Q: I have seven energies for lithium moving through silicon. What exactly is moving, and from where to where?

A: It is a lithium ion, Li⁺, not a lithium atom. The cell carries one positive charge, and its electrons are just enough to fill the silicon bonds and the inner shell of lithium. The ion starts in an open pocket of the crystal, where four silicon atoms surround it as a tetrahedron, and ends in the neighbouring pocket of the same kind. The rows are snapshots along the path between the two, computed with a semilocal functional.

Climbing-image nudged elastic band for a Li⁺ interstitial hopping in silicon (LiSi16 cell, charge +1 e), computed with Ansatz 0.2.0 using r2SCAN-D3(BJ), PAW, a 500 eV plane-wave cutoff, a 2×2×2 k mesh and 0.05 eV Fermi–Dirac smearing, without spin polarisation. Both ends are relaxed; band forces are largest components, converged to a limit of 0.05 eV/Å.

```tsv
row	energy over the start (eV)	path length (Å)	band force (eV/Å)
1	0.000	0.000	n/a
2	0.125	0.419	0.015
3	0.452	0.838	0.014
4	0.633	1.256	0.008
5	0.450	1.677	0.015
6	0.122	2.099	0.015
7	0.001	2.520	n/a
```

Q: The energy climbs to the middle and comes down again in the same way. Is that a result, or did it have to be so?

A: Partly it had to be so. In perfect silicon the point halfway between the two pockets is a centre of symmetry, so a path that runs straight through it must read the same from either end. The midpoint is then a place where the energy is level along the path. Symmetry doesn't decide whether that level place is a hilltop or a hollow. The calculation does: it finds a single hill, 0.633 eV high, with its top at row 4.

Q: Yet the two sides don't match exactly. Rows 2 and 6 differ, and so do rows 3 and 5.

A: They differ by 0.003 and 0.002 eV, and there is no physics in that. The largest band force left, multiplied by the length of one step along the path, gives about 0.006 eV, so gaps of this size are to be expected from a band that is converged only to within a force limit. The 0.001 eV between the two ends is likewise no preference for one pocket.

Q: Then what makes the middle a hilltop? No bond is broken on the way.

A: Indeed, the calculation counts no covalent bond made or broken by the hop. The likely cause is the doorway between the pockets, a puckered ring of six silicon atoms. In the undistorted crystal the ion in its pocket has four silicon neighbours at 2.35 Å and six more at about 2.7 Å. At the centre of the ring it has six at 2.25 Å. Li⁺ has a filled shell, and filled shells repel the electrons of their neighbours when they are pressed together.

Q: So the top is where the ion comes closest to a silicon atom?

A: That is the tempting answer, but it already fails in the undistorted crystal, the only one whose distances along the way are known here. If the ion moves through it on a straight line, its shortest contact is at row 3 and, mirrored, at row 5, where three ring atoms are 2.22 Å away. The other three are still at 2.35 Å. At the top the nearest atoms are slightly farther off, but all six press at once. The number of close contacts matters as well as the shortest distance.

Q: Can you put a number on "all six press at once"?

A: Roughly, yes. Repulsion of this kind falls off roughly exponentially. For the decay length I take about 0.3 Å, a rough value recalled from salts. The bonded atoms of silicon are not closed-shell ions, so it is only a stand-in. Count a contact at 2.35 Å as one unit. A contact 0.10 Å shorter then counts as $e^{0.10/0.3}\approx1.4$ units, and each of the six more distant neighbours in the pocket as about 0.3. The sums are

$$\text{pocket: } 4+6\times0.3=5.8,\qquad \text{ring: } 6\times1.4=8.4.$$

Row 3 gives $3\times1.6+3\times1.0=7.8$, still below the ring in spite of its shorter contact. The count thus makes the ring the hilltop, as the calculation finds. It doesn't supply the height in electronvolts, which would need the strength of a single contact.

Q: Is there any sign in the calculation that the ion really pushes on the silicon?

A: There is one, at the start. After relaxation the shortest distance from lithium to silicon is about 0.04 Å longer than in the undistorted crystal, so the neighbours have moved back even in the roomy pocket. That the ring is pushed open in the same way at the top is an inference from this and from the tighter geometry there. The energies alone don't separate the squeeze on the ion from the cost of straining the ring, or from the change in the electric potential that the charged ion feels on its way.

Q: Why are the steps so uneven? The first adds little, the second a lot, and the third less again.

A: Any smooth hill between two resting places does that. The ion starts where the force on it vanishes and passes a top where the force along the path vanishes again, so the steep part lies between. The simplest curve that is level at both ends and at the top, and the same from both sides, is

$$E(s)=B\,\sin^2(\pi s/L).$$

Here $E$ is the energy over the start, $s$ the path length, $L$ its full value and $B$ the height of the top.

Take row 2 as an example. It lies one sixth of the way along, so the angle is 30° and the squared sine is one quarter. The estimate is $0.633/4\approx0.158$ eV, while the calculation gives 0.125 eV. Only the top was used to set $B$, so row 2 is a fair trial of the curve, and the estimate is about a quarter too high.

Q: Is row 2 an exception?

A: No, the curve lies too high at all four points on the flanks, by 0.02 to 0.04 eV. The computed hill is therefore slimmer than the plain wave, with broader valleys on either side. When a second symmetric wave is added and both heights are fitted to all seven rows, the summit comes out about 1.7 times as sharply curved as the valley. With only three distinct energies between the ends, that is a description of the shape and no more. The output printed below lists the plain wave row by row; for the two-wave fit it gives only the coefficients and the size of the misfit.

Q: Does your count of contacts explain the narrow top?

A: It doesn't. If the contacts are summed over an undistorted crystal and scaled to the right height at the top, the flanks come out 0.05 to 0.07 eV too high, which is worse than the plain wave. The picture of hard contacts in a rigid lattice gets the place of the hilltop right and the approach to it wrong. Part of the misfit may come from reading the ion's position off the path length, which is longer than the ion's own displacement.

My guess for the rest is that silicon gives way more easily on the flanks. There the ion leans mainly on three ring atoms, which can step aside, while at the centre all six are pressed outward together.

Q: I run a process at room temperature. What does this barrier mean for me?

A: It is about 24 times the thermal energy at 300 K, so only about two attempts in $10^{11}$ succeed. With a rough, recalled attempt rate of $10^{13}$ per second, the ion makes a few hundred hops per second. That is slow on the scale of atomic vibrations, yet it lets the ion wander roughly a micrometre in a day.

Treat that rate as an order of magnitude at best. An error of 0.1 eV in the barrier changes it by a factor of nearly 50 at this temperature, and semilocal functionals tend to put barriers too low. The small charged cell and the dispersion term, whose damping is borrowed, add errors of unknown size. The barrier also leaves out the zero-point energy of the vibrations, and it belongs to the one path that was followed. It was also not checked that the top is a true pass, with the energy falling in one direction only; if it fell in a second one, an easier route would exist nearby.

Q: What would you calculate next?

A: I would repeat the path with every silicon atom held at its place in the undistorted crystal. I expect the barrier to rise, and the rise would tell how much more the lattice helps the ion at the top than in the pocket. If the flanks then rose relative to the top, towards the curve from the rigid contacts, the narrow summit would be the work of the yielding ring. Whether it is remains open.

Output of the analysis:

```
Energy steps and two simple models (eV):
  row    step  single wave  single wave less computed  rigid repulsion  rigid less computed
    1     n/a            0                          0                0                    0
    2   0.125       0.1576                    0.03257           0.1946              0.06965
    3   0.327       0.4734                    0.02138           0.4983              0.04633
    4   0.181        0.633                 -1.574e-05            0.633                    0
    5  -0.183       0.4768                     0.0268           0.5013              0.05131
    6  -0.328       0.1589                    0.03693           0.1961              0.07413
    7  -0.121    9.493e-33                     -0.001       -2.531e-16               -0.001
Unrelaxed Li-Si distances (angstrom):
  row  three ring Si on start side  three ring Si on end side  Si behind
    1                        2.351                      2.715      2.351
    2                        2.251                       2.51      2.742
    3                        2.217                      2.352      3.133
    4                        2.251                      2.252      3.523
    5                         2.35                      2.217      3.916
    6                        2.509                      2.251       4.31
    7                        2.715                      2.351      4.703
fit of image_energy on 7 rows: coefficient of wavea 0.6372 +/- 0.0043, coefficient of waveb -0.04208 +/- 0.0043; rms 0.00409, worst 3 -0.00719, leave-one-out rms 0.00959
Curvature of summit over curvature of valley in the two-wave form: 1.718
Row 2 energy as percent of the top: 19.75
Row 3 energy as percent of the top: 71.41
Row 2 less row 6 (eV): 0.003
Row 3 less row 5 (eV): 0.002
Largest band force times one step of the path (eV): 0.0063
Relaxed less ideal Li-Si contact at the start (angstrom): 0.04174
Path length less Li displacement (angstrom): 0.198
Barrier over kT at 300 K: 24.49
Factor in the hopping rate for 0.1 eV of barrier at 300 K: 47.85
```
